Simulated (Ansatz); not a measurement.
# C2H6BFO (SMILES COB(C)F): the HOMO–LUMO gap, rung by rung

C2H6BFO: 11 atoms, total charge 0, spin state singlet. SMILES: `COB(C)F`. The coordinates come from a PBE0-D4/def2-TZVP relaxation. This is one conformer, not always the lowest.

Quantity: the HOMO–LUMO gap, in eV. The values are calculated.

```json
{"level": "HF/def2-SVP", "kind": "Hartree–Fock", "program": "Ansatz", "value (eV)": "17.39"}
{"level": "BLYP/def2-SVP", "kind": "GGA", "program": "Ansatz", "value (eV)": "7.46"}
{"level": "revPBE/def2-SVP", "kind": "GGA", "program": "Ansatz", "value (eV)": "7.50"}
{"level": "r2SCAN/def2-SVP", "kind": "meta-GGA", "program": "Ansatz", "value (eV)": "8.24"}
{"level": "B3LYP/def2-SVP", "kind": "global hybrid", "program": "Ansatz", "value (eV)": "9.59"}
{"level": "BHLYP/def2-SVP", "kind": "global hybrid", "program": "Ansatz", "value (eV)": "12.72"}
{"level": "PBE0/def2-SVP", "kind": "global hybrid", "program": "Ansatz", "value (eV)": "10.12"}
{"level": "B2PLYP/def2-SVP", "kind": "double hybrid", "program": "Ansatz", "value (eV)": "12.98"}
```

The values span 7.46 to 17.39 eV. Orbital gaps aren't excitation energies, and those of double hybrids come from the SCF part alone; they tend to grow with the share of exact exchange.

The two GGAs nearly coincide, at 7.46 and 7.50 eV, so the choice between them matters far less than the step to hybrids, and Hartree–Fock stands well apart at 17.39 eV. The spread probably arises mainly because exact exchange lowers the occupied levels, while the empty ones, which feel the field of all the electrons, stay high. r2SCAN opens the gap to 8.24 eV without any exact exchange, so that admixture isn't the only influence.

Even the smallest value is large, as expected for a molecule with a saturated carbon skeleton and strong polar bonds. The LUMO probably has much boron p character, pushed up by π donation from the oxygen and fluorine lone pairs; the HOMO probably combines oxygen lone-pair and σ-bonding character. This donation also tempers the Lewis acidity of the formally electron-deficient boron, so the gap alone is a poor measure of its reactivity towards bases. Whether the LUMO describes a bound electron-attachment state can't be judged from the gaps, particularly without diffuse basis functions.
